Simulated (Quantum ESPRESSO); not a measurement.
# Kohn-Sham gap of a 16-atom Al0.3Ga0.7As cell with LDA, PBEsol, PBE and PBE+D3(BJ) in Quantum ESPRESSO, and a PBE row on a coarse k-mesh that falls too low

Al0.3Ga0.7As is a common barrier material around GaAs wells, and its gap helps to set how strongly carriers are confined. The cell has 2 Al on 8 cation sites, so its Al share is 2 / 8 = 0.25, slightly below the nominal one. We examine how far the calculated gap depends on the functional, the cutoffs and the k-mesh. The quantity is the lowest gap between filled and empty Kohn-Sham levels. The table has no measured row, so our reference is PBE at 40/200 Ry on the 4×4×2 mesh, with 0.526 eV at 5.7424 Å. One row doesn't fit. PBE with the same potentials and cutoffs on the 2×2×1 mesh has a smaller mean lattice constant, 5.7294 Å, which should open the gap, yet its gap is only 0.416 eV.

## Method

The cell: 1x1x2 conventional cells of the GaAs type (16 atoms: 2 Al, 6 Ga, 8 As); Ga/Al share their sites, the best of 600 random draws by like-pair counts in two shells; start lattice by linear mixing of the end members' cells; atoms moved at random by 0.02 Å. Each row takes its levels at the cell given in the lattice columns, relaxed at its own level (on a 3×3×2 mesh for the rows with levels on 4×4×2) unless its name says otherwise. Program: Quantum ESPRESSO 7.5; GBRV 1.5 ultrasoft pseudopotentials and fully relativistic PseudoDojo norm-conserving pseudopotentials (fr-pbe-0.4); no spin polarisation, no spin-orbit coupling unless named. The same in all rows: atoms in the cell: 16.0000; composition of the cell: AlGa3As4.

Notes on method and selection:

- A finite supercell with one arrangement stands for the random alloy; its composition is rounded to whole atoms.
- The lattice is static: no zero-point motion and no thermal expansion, which in most solids lengthen room-temperature lattice constants by a few tenths of a per cent.
- Runs that didn't converge or were made unsound on purpose aren't shown.
- Semilocal gaps usually lie under measured ones; optical edges also hold excitons, phonon shifts and band filling, which the runs lack.
- The zone folds in a supercell, so the lowest gap doesn't tell direct from indirect, and edges off the mesh are missed.
- Rows that restart from another level's relaxed cell stop once the stress is under the tolerance, so small changes are hidden.
- Runs that did not converge, have known faults or may not be shown are not listed, and runs on Ansatz's PAW sets soft_1 and soft_2 are kept to separate tables.

Columns:

- a (Å): lattice constant a of the mean conventional cell at which the levels were taken.
- k-mesh: k-point mesh.
- gap (eV): lowest gap between filled and empty Kohn-Sham levels on the k-mesh of the supercell.

## Data

| member | a (Å) | k-mesh | gap (eV) |
| --- | --- | --- | --- |
| PBE, GBRV ultrasoft potentials, cutoffs 24/120 Ry, from the PBE cell, 16 atoms, 4×4×2 | 5.4614 | 4×4×2 | 1.189 |
| LDA, GBRV ultrasoft potentials, cutoffs 40/200 Ry, 16 atoms, 4×4×2 | 5.6115 | 4×4×2 | 0.793 |
| PBE+D3(BJ), GBRV ultrasoft potentials, cutoffs 40/200 Ry, from the PBE cell, 16 atoms, 4×4×2 | 5.6720 | 4×4×2 | 0.791 |
| PBEsol, GBRV ultrasoft potentials, cutoffs 40/200 Ry, 16 atoms, 4×4×2 | 5.6638 | 4×4×2 | 0.742 |
| PBE, fully relativistic PseudoDojo potentials, cutoffs 84/336 Ry, single point at the pbesol geometry, spin-orbit coupling, 16 atoms, 2×2×1 | 5.6638 | 2×2×1 | 0.709 |
| PBE, GBRV ultrasoft potentials, cutoffs 40/200 Ry, 16 atoms, 4×4×2 | 5.7424 | 4×4×2 | 0.526 |
| PBE, GBRV ultrasoft potentials, cutoffs 52/260 Ry, from the PBE cell, 16 atoms, 4×4×2 | 5.7455 | 4×4×2 | 0.516 |
| PBE, GBRV ultrasoft potentials, cutoffs 40/200 Ry, from the PBE cell, 16 atoms, 2×2×1 | 5.7294 | 2×2×1 | 0.416 |

## Why the values move as they do

Most of the spread comes from the lattice constant. The D3 term acts on energies and forces but not on the Kohn-Sham potential, so PBE and PBE+D3(BJ) differ in their levels only through the relaxed structure. Between them the gap changes by (0.791 − 0.526) / (5.6720 − 5.7424) = −3.76 eV/Å, which gives the line

$$E(a) = 0.791 - 3.76\,(a - 5.6720),$$

with $E$ in eV and $a$ in Å. For the 52/260 Ry row it gives 0.791 − 3.76 × (5.7455 − 5.6720) = 0.515 eV, against 0.516 eV calculated. That is a mild test, since the row lies close to one end of the line.

The sign is the usual one for a direct gap in a III-V semiconductor. The conduction edge is an antibonding state of mainly s character, and shorter bonds push it up faster than the p-like valence top.

The functional also acts at fixed lattice constant. At the PBEsol cell, just beyond its end, the line gives 0.791 − 3.76 × (5.6638 − 5.6720) = 0.822 eV for PBE, while PBEsol itself gives 0.742 eV. The LDA lattice constant is smaller than that of PBE+D3(BJ) by 5.6720 − 5.6115 = 0.0605 Å, but the gap is almost the same, 0.793 against 0.791 eV. If the slope still holds there, LDA lies roughly 0.2 eV below PBE at equal lattice constant. The smaller cells of LDA and PBEsol therefore hide part of their tendency towards smaller gaps.

For the odd row the line is used between its two end points. It gives 0.791 − 3.76 × (5.7294 − 5.6720) = 0.575 eV. The calculated gap is lower by 0.575 − 0.416 = 0.159 eV.

## Departures from the trend

The row at 24/120 Ry has the largest gap, 1.189 eV, because its cell has shrunk to 5.4614 Å. A large stress remains in that cell, so it isn't the PBE equilibrium, and a gap raised in this way is no improvement on the usual semilocal underestimate. From PBE+D3(BJ) to this row the mean slope is only (1.189 − 0.791) / (5.4614 − 5.6720) = −1.89 eV/Å, half that of the line. A possible reason is that an X-like conduction edge, which doesn't rise on compression, has become the lowest. Errors from the low cutoffs may also contribute.

## What could be wrong

The first suspect is strain. On the coarse mesh the cell relaxes to a marked tetragonal distortion, which the mean lattice constant hides. Such a distortion splits the p-like valence top and narrows the gap whichever way the cell is deformed. With $\delta = \varepsilon_{zz} - \varepsilon_{xx}$ and a shear deformation potential $|b|$ of roughly 2 eV, the valence top rises by $|b|\delta$ if the cell is stretched along z and by $2|b||\delta|$ if it is compressed. A shift of 0.159 eV then needs a stretch of about 8% or a compression of about 4%.

The second suspect is sampling at fixed cell. If both meshes contain Γ, every point of the 2×2×1 mesh is also in the 4×4×2 mesh, and missed band edges can only raise the gap. That is the wrong sign. An error in the self-consistent density could have either sign.

The spin-orbit row, also on 2×2×1 but at the PBEsol geometry, speaks against a large sampling error. The line gives about 0.82 eV for PBE there, and spin-orbit coupling should lower this by roughly 0.1 eV, a third of the valence splitting. The calculated 0.709 eV is close to that, although the change of potentials could mask an error.

We would make the checks in order of cost.

1. Read the axes of the relaxed coarse-mesh cell, which needs no new run. A distortion of 4% in compression or 8% in stretch would account for the whole shift, while one under 1% would explain at most about 0.04 eV.
2. Run PBE on 2×2×1 at the reference cell. A gap near 0.526 eV would clear the sampling, and one near 0.37 eV would put the whole shift on it.
3. Run PBE on 4×4×2 at the distorted cell. A gap that stays near 0.416 eV would point to strain, and one near 0.575 eV to sampling.
4. Relax the distorted cell again on a finer mesh. A return to nearly cubic axes would show that the distortion is itself a sampling error.

We expect strain to be the main cause.

## Rules of thumb and their limits

For PBE with these ultrasoft potentials on the 4×4×2 mesh, the gap falls by about 0.04 eV for each 0.01 Å by which the lattice constant grows between 5.6720 and 5.7455 Å. Raising the cutoffs from 40/200 to 52/260 Ry changes it by only 0.010 eV. A gap should therefore be quoted with its cell, and the shape of that cell checked as well as its mean lattice constant.

The whole table spans 1.189 − 0.416 = 0.773 eV. The semilocal gap error is probably larger still: going by general experience with such alloys, not by this table, a correction would raise the sound rows by roughly 1 eV. Spin-orbit coupling, absent from all rows but one, lowers the gap by only about 0.1 eV.
